Dear colleague,

Charging a rigid capacitor filled with water vapour at constant temperature releases heat, although the source does positive work throughout. Here is the derivation, with the numbers for steam at 400 K and the terms that compete with the effect in a real cell.

**Conventions and premises**

I use SI. $\varepsilon$ is the relative permittivity, $\varepsilon_0$ the vacuum permittivity, $n$ the number density of molecules and $k_B$ Boltzmann's constant. $U$, $S$, $F$, the heat $Q$, the work $W$ and the heat capacities $c$ are all per unit volume. $Q$ and $W$ count as positive when the sample receives them. A prime means $\partial/\partial T$ at fixed $n$, and $U_0$, $S_0$, $F_0$, $c_0$ are the field-free values at the same $T$ and $n$.

1. The fluid fills the gap of a rigid plane capacitor of plate area $A$, gap $d$ and volume $V=Ad$. Fringing is ignored, so the field is uniform, and the amount of fluid in the gap is fixed.
2. The fluid is isotropic, insulating and linear: $D=\varepsilon_0\,\varepsilon(T,n)\,E$, with $D=0$ at $E=0$.
3. All changes are quasi-static, so the heat received is $T\,dS$.
4. The system is everything inside $V$, field included.

**Work and the fundamental relation**

The plates carry free charge $\pm q$ at potential difference $\phi$. Gauss's law at a plate gives $q=DA$, and the uniform field gives $\phi=Ed$. The source does work $\phi\,dq=V E\,dD$. The walls do not move and no matter enters, so the first law with premise 3 reads

$$dU=T\,dS+E\,dD. \tag{1}$$

With $F=U-TS$ and $\tilde F=F-ED$,

$$dF=-S\,dT+E\,dD,\qquad d\tilde F=-S\,dT-D\,dE. \tag{2}$$

$F$ suits an isolated charged capacitor (fixed $D$), and $\tilde F$ suits one held on a voltage source (fixed $E$).

**Free energy**

Integrate $dF=E\,dD$ along an isotherm from $D=0$. On this path $T$ and $n$ are constant, so $\varepsilon$ leaves the integral:

$$F(T,D)=F_0+\int_0^{D}\frac{y\,dy}{\varepsilon_0\varepsilon}=F_0+\frac{D^2}{2\varepsilon_0\varepsilon}. \tag{3}$$

Subtracting $ED=\varepsilon_0\varepsilon E^2$ from $F=F_0+\tfrac12\varepsilon_0\varepsilon E^2$ gives

$$\tilde F(T,E)=F_0-\tfrac12\varepsilon_0\varepsilon E^2. \tag{4}$$

The familiar $\tfrac12 ED$ is therefore the isothermal work and the change of free energy. It equals the change of internal energy only when $\varepsilon'=0$.

**Entropy**

By (2), $S=-(\partial\tilde F/\partial T)_E$, and with $S_0=-F_0'$ equation (4) gives

$$S=S_0+\frac{\varepsilon_0E^2}{2}\,\varepsilon'. \tag{5}$$

The route through $F$ must agree. Since $\partial(1/\varepsilon)/\partial T=-\varepsilon'/\varepsilon^2$,

$$S=-\left(\frac{\partial F}{\partial T}\right)_D=S_0+\frac{D^2\varepsilon'}{2\varepsilon_0\varepsilon^2}, \tag{6}$$

which becomes (5) on inserting $D=\varepsilon_0\varepsilon E$. The tempting slip is to differentiate $F=F_0+\tfrac12\varepsilon_0\varepsilon E^2$ at fixed $E$. That reverses the sign of the field term, because $-S$ is the derivative of $F$ at fixed $D$ only.

**Internal energy and heat of polarisation**

Insert (3) and (5) in $U=F+TS$ and use $U_0=F_0+TS_0$:

$$U=U_0+\frac{\varepsilon_0E^2}{2}\left(\varepsilon+T\varepsilon'\right). \tag{7}$$

For reversible isothermal charging from zero field, $Q=T(S-S_0)$, so

$$Q=T\,\frac{\varepsilon_0E^2}{2}\,\varepsilon',\qquad W=\frac{\varepsilon_0E^2}{2}\,\varepsilon, \tag{8}$$

and $W+Q=U-U_0$, as (7) requires. The sample absorbs heat if $\varepsilon$ rises with temperature and releases heat if it falls. On discharge the same heat flows the other way. The term $\tfrac12\varepsilon_0E^2$ contained in $U$ and $W$ is present in the empty cell too. It does not depend on $T$ at fixed $E$ and carries no entropy, and I call what remains after removing it the material part.

If the charging is adiabatic instead, $S$ is constant. Expanding $S_0(T+\Delta T)\simeq S_0(T)+c_0\Delta T/T$, with $c_0=TS_0'$, gives to order $E^2$

$$\Delta T=-\frac{T\varepsilon_0E^2\varepsilon'}{2c_0}=-\frac{Q}{c_0}. \tag{9}$$

**Heat capacities**

Define $c_X=T(\partial S/\partial T)_X$, the heat needed per kelvin with $X$ and $n$ held fixed. Regard $S$ as a function of $T$ and $E$, and follow it along a path of fixed $D$:

$$\left(\frac{\partial S}{\partial T}\right)_D=\left(\frac{\partial S}{\partial T}\right)_E+\left(\frac{\partial S}{\partial E}\right)_T\left(\frac{\partial E}{\partial T}\right)_D .$$

Equality of the mixed second derivatives of $\tilde F$ in (2) gives the Maxwell relation $(\partial S/\partial E)_T=(\partial D/\partial T)_E$. Setting $dD=0$ in $dD=(\partial D/\partial T)_E\,dT+(\partial D/\partial E)_T\,dE$ gives $(\partial E/\partial T)_D=-(\partial D/\partial T)_E/(\partial D/\partial E)_T$. Hence, without any use of linearity,

$$c_E-c_D=T\,\frac{(\partial D/\partial T)_E^2}{(\partial D/\partial E)_T}, \tag{10}$$

which is never negative in a stable dielectric, where $(\partial D/\partial E)_T>0$. For the linear medium $(\partial D/\partial T)_E=\varepsilon_0\varepsilon' E$ and $(\partial D/\partial E)_T=\varepsilon_0\varepsilon$, so

$$c_E-c_D=\frac{T\varepsilon_0E^2\,\varepsilon'^{\,2}}{\varepsilon}. \tag{11}$$

Direct differentiation confirms this. From (5) at fixed $E$ and from (6) at fixed $D$,

$$c_E=c_0+\frac{T\varepsilon_0E^2}{2}\,\varepsilon'',\qquad c_D=c_0+\frac{T\varepsilon_0E^2}{2}\left(\varepsilon''-\frac{2\varepsilon'^{\,2}}{\varepsilon}\right), \tag{12}$$

and the difference is (11). By (1), $c_D=(\partial U/\partial T)_D$, whereas $c_E=(\partial U/\partial T)_E-E(\partial D/\partial T)_E$, because at fixed voltage the source exchanges work as the temperature changes.

**The dilute polar vapour**

Take Debye's form at fixed density,

$$\varepsilon-1=a+\frac{C}{T},\qquad a=4\pi n\alpha',\qquad C=\frac{n\mu^2}{3\varepsilon_0k_B}, \tag{13}$$

where $\alpha'$ is the mean polarisability volume (the SI polarisability divided by $4\pi\varepsilon_0$) and $\mu$ the permanent dipole moment. Both $a$ and $C$ are proportional to $n$ and independent of $T$. Then $\varepsilon'=-C/T^2$, $\varepsilon''=2C/T^3$ and $\varepsilon+T\varepsilon'=1+a$, so

$$S-S_0=-\frac{\varepsilon_0E^2}{2}\frac{C}{T^2},\qquad Q=-\frac{\varepsilon_0E^2}{2}\frac{C}{T},\qquad U-U_0=\frac{\varepsilon_0E^2}{2}(1+a), \tag{14}$$

$$c_E-c_0=\frac{\varepsilon_0E^2C}{T^2},\qquad c_E-c_D=\frac{\varepsilon_0E^2C^2}{T^3\varepsilon}. \tag{15}$$

The material work splits cleanly. The part $\tfrac12\varepsilon_0E^2a$ is stored in distorted molecules, and the part $\tfrac12\varepsilon_0E^2C/T$ passes entirely to the thermostat as heat.

The molecular picture gives the same entropy. Let $x=\mu E/k_BT$ and $u=\cos\theta$, with $\theta$ the angle between dipole and field. A classical dipole of energy $-\mu Eu$ has the orientational partition function, relative to zero field, $z=\tfrac12\int_{-1}^{1}e^{xu}du=\sinh x/x$. Its free energy is $-k_BT\ln z$, and since $T\,\partial x/\partial T=-x$ the entropy per molecule is $k_B(\ln z-x\,d\ln z/dx)$. With $\ln z=x^2/6-x^4/180+\dots$,

$$S-S_0=-\frac{nk_Bx^2}{6}\left(1-\frac{x^2}{10}+\dots\right), \tag{16}$$

and $nk_Bx^2/6=n\mu^2E^2/(6k_BT^2)=\tfrac12\varepsilon_0E^2C/T^2$, as in (14). The lost entropy is that of partial alignment. You may ask where the mean dipole energy has gone, since $U$ in (14) has no term in $C$. That mean is $-n\mu E\langle u\rangle=-n\mu Ex/3=-\varepsilon_0E^2C/T$, and it belongs to the quantity $U-ED$, which counts the coupling to the source: (14) gives $U-ED-U_0=-\varepsilon_0E^2\left(\tfrac12+\tfrac12a+C/T\right)$.

**Range of validity**

*Fixed density.* This premise matters most for a gas. Let the gap communicate with field-free vapour. With matter exchange (2) gains a term $\zeta\,dn$, so the chemical potential is $\zeta=(\partial\tilde F/\partial n)_{T,E}=\zeta_0(T,n)-\tfrac12\varepsilon_0E^2\,\partial\varepsilon/\partial n$. For the ideal gas $\zeta_0=k_BT\ln n$ plus a function of $T$, and (13) gives $\partial\varepsilon/\partial n=(\varepsilon-1)/n$. Equal $\zeta$ inside and outside the field requires a density excess in the gap

$$\frac{\delta n}{n}=\frac{\varepsilon_0(\varepsilon-1)E^2}{2nk_BT}. \tag{17}$$

This is of order $E^2$, like the effect itself, so its entropy has to be counted. Write $S_0=ns$ with $s=-k_B\ln n$ plus a function of $T$, so that $\partial S_0/\partial n=s-k_B$. In a sealed rigid vessel the local density changes integrate to zero, and so does $\int(s-k_B)\,\delta n\,dV$. Equation (8), integrated over the field region, then survives to order $E^2$, fringes and dead volume included. If instead the outside gas is held at fixed pressure by a piston, it keeps its density and loses entropy $s$ per departing molecule while the gap gains $s-k_B$. The extra heat is $-k_BT\,\delta n=-\tfrac12\varepsilon_0(\varepsilon-1)E^2$, and per unit gap volume

$$Q_p=-\frac{\varepsilon_0E^2}{2}\left(a+\frac{2C}{T}\right). \tag{18}$$

This is (8) with the derivative taken at fixed pressure, since $n=p/k_BT$ then makes $a\propto1/T$ and $C/T\propto1/T^2$. The two conditions differ by about a factor of two.

*Rigid electrodes.* For the whole cell at fixed external pressure, the steps from (2) to (8) can be repeated with $\phi\,dq$ as the work and $q=\mathcal C(T)\phi$, where $\mathcal C$ is the capacitance. The total heat is $\tfrac12T\phi^2\,d\mathcal C/dT$. If the cell expands uniformly with linear coefficient $\alpha_L$, then $A/d$ grows as a length and contributes $\alpha_L$ to $d\ln\mathcal C/dT$. That adds a heat $+\tfrac12T\varepsilon_0\varepsilon E^2\alpha_L$ per gap volume, exchanged by the solid as it strains under the electrostatic forces. It rivals $Q$ when $\alpha_L$ is comparable with $|\varepsilon'|$.

*Linearity.* Equations (1), (2) and (10) do not need it, and the others do. Equation (16) puts the relative correction to the orientational entropy at $x^2/10$. Electrical breakdown of the vapour limits $E$ long before this term matters.

*Reversibility.* Conduction adds Joule heat $\sigma E^2$ per unit time, with $\sigma$ the effective conductivity, and a series resistor charged by a voltage step dissipates an energy equal to $W$. Neither changes sign on discharge, whereas $Q$ does. Equations (3) to (12) use the static permittivity and fail for hysteretic media or when the field changes faster than the polarisation equilibrates.

*The form $a+C/T$.* Equations (1) to (12) hold for any $\varepsilon(T)$, while (13) is a low-density classical limit with three corrections. First, the local field: if $\chi=a+C/T$ enters through the Clausius–Mossotti relation $(\varepsilon-1)/(\varepsilon+2)=\chi/3$, then $\varepsilon'=\chi'/(1-\chi/3)^2$, a relative change of $2\chi/3$. Second, molecular pairs: their share is of the order of $|B|n/N_A$, with $B$ the molar second virial coefficient, and since hydrogen-bonded pairs dissociate rapidly on warming, their effect on $\varepsilon'$ can be several times their effect on $\varepsilon$. Third, quantised rotation. Second-order perturbation theory gives the orientational polarisability as $\sum_{j,l}|\mu_{z,jl}|^2(P_j-P_l)/(E_l-E_j)$ over rotational states of energy $E_j$ and population $P_j$. With $y=(E_l-E_j)/k_BT$ one has $P_j-P_l=(P_j+P_l)\tanh(y/2)$, so each term of the classical sum $\langle\mu_z^2\rangle/k_BT$ is weighted by $\tanh(y/2)/(y/2)\simeq1-y^2/12$. To leading order the mean of $y^2$ is $(\hbar/k_BT)^2$ times the classical mean square angular velocity of the dipole direction. In water the dipole lies along the intermediate inertial axis, so equipartition gives $k_BT(1/I_a+1/I_c)$ for it, with $I_a$, $I_c$ the other two moments of inertia. In terms of rotational constants $B_i=\hbar^2/(2hcI_i)$ in wavenumbers, $C/T$ is multiplied by $1-\eta$ with $\eta=hc(B_a+B_c)/(6k_BT)$. Since $\eta\propto1/T$, the derivative $\varepsilon'$ is multiplied by $1-2\eta$.

**Numerical illustration**

Seal the cell with vapour at $T=400$ K and $p=1$ bar, below the saturation pressure of roughly 2.5 bar, and apply $E=10$ kV/cm. That field lies below the typical breakdown field of gases at such densities, a few tens of kV/cm, by a modest factor only. As approximate molecular inputs take $\mu=1.85$ D and $\alpha'=1.5$ Å$^3$. The ideal-gas density is $n=p/k_BT=1.81\times10^{25}$ m$^{-3}$. Equation (13) gives $a=3.4\times10^{-4}$, $C=1.88$ K, $C/T=4.70\times10^{-3}$, $\varepsilon-1=5.04\times10^{-3}$ and $\varepsilon'=-1.18\times10^{-5}$ K$^{-1}$. The vacuum term is $\tfrac12\varepsilon_0E^2=4.43$ J/m$^3$. All entries are computed from unrounded intermediates.

| quantity | value |
|---|---|
| $S-S_0$ | $-5.2\times10^{-5}$ J m$^{-3}$ K$^{-1}$ |
| total work $W$ | 4.45 J/m$^3$ |
| material part of $W$ | 22.3 mJ/m$^3$ |
| heat $Q$ | $-20.8$ mJ/m$^3$ |
| material part of $U-U_0$ | 1.5 mJ/m$^3$ |
| $c_E-c_0$ | $1.04\times10^{-4}$ J m$^{-3}$ K$^{-1}$ |
| $c_E-c_D$ | $4.9\times10^{-7}$ J m$^{-3}$ K$^{-1}$ |

Third figures are kept to display the model's energy balance: 93 % of the material work leaves as heat. For a gap volume of 100 cm$^3$ the heat released is 2.1 µJ. A rigid classical nonlinear molecule has $c_0=3nk_B=750$ J m$^{-3}$ K$^{-1}$, and (9) then gives an adiabatic warming of 28 µK. The bending vibration, at approximately 1595 cm$^{-1}$ and treated as a harmonic oscillator, raises $c_0$ by 3.6 % and lowers the warming in proportion. The difference $c_E-c_D$ is the fraction $C/(T\varepsilon)$, or 0.47 %, of the field-induced shift $c_E-c_0$, and only $6.5\times10^{-10}$ of $c_0$, so I would not try to observe it in a vapour.

The corrections to the model are as follows. Saturation is negligible, with $x=1.12\times10^{-3}$ and $x^2/10=1.2\times10^{-7}$. The local field raises $|\varepsilon'|$ by 0.34 %. A typical $B\approx-350$ cm$^3$/mol gives $|B|n/N_A=1.1$ %. With the approximate constants $B_a=27.9$ cm$^{-1}$ and $B_c=9.3$ cm$^{-1}$, and $k_BT/hc=278$ cm$^{-1}$, one finds $\eta=2.2$ %, so the classical formula overestimates $|Q|$ by about 4.5 % on this account. The real heat of polarisation may thus differ from the tabulated one by several per cent, and $c_E-c_D$, being quadratic in $\varepsilon'$, by twice as much. If $\varepsilon'$ is taken from your own capacitance readings at fixed density, (8) and (11) are free of these three uncertainties.

The competing terms are larger. Equation (17) gives a density excess of only $2.2\times10^{-7}$, yet at fixed pressure (18) gives $Q_p=-43$ mJ/m$^3$, which is 2.1 times $Q$. A stainless-steel cell with a typical $\alpha_L=1.6\times10^{-5}$ K$^{-1}$ contributes $+28$ mJ/m$^3$, larger than the vapour's heat and opposite in sign, while a fused-silica body with a typical $0.5\times10^{-6}$ K$^{-1}$ contributes 0.9 mJ/m$^3$. A run with the evacuated cell removes the leading part of this term. It does not remove a dependence of $\mathcal C$ on the filling pressure, which rises with $T$ in a sealed cell and has to be determined separately. An effective conductivity of $2.1\times10^{-14}$ S/m, from ions or from films adsorbed on the spacers, matches $|Q|$ in one second, and step charging dissipates 214 times $|Q|$ in the series resistance. A sealed low-expansion cell, a ramped voltage with the resistance outside the calorimeter, and detection of the part of the heat that reverses between charge and discharge are therefore the conditions under which (8) can be tested.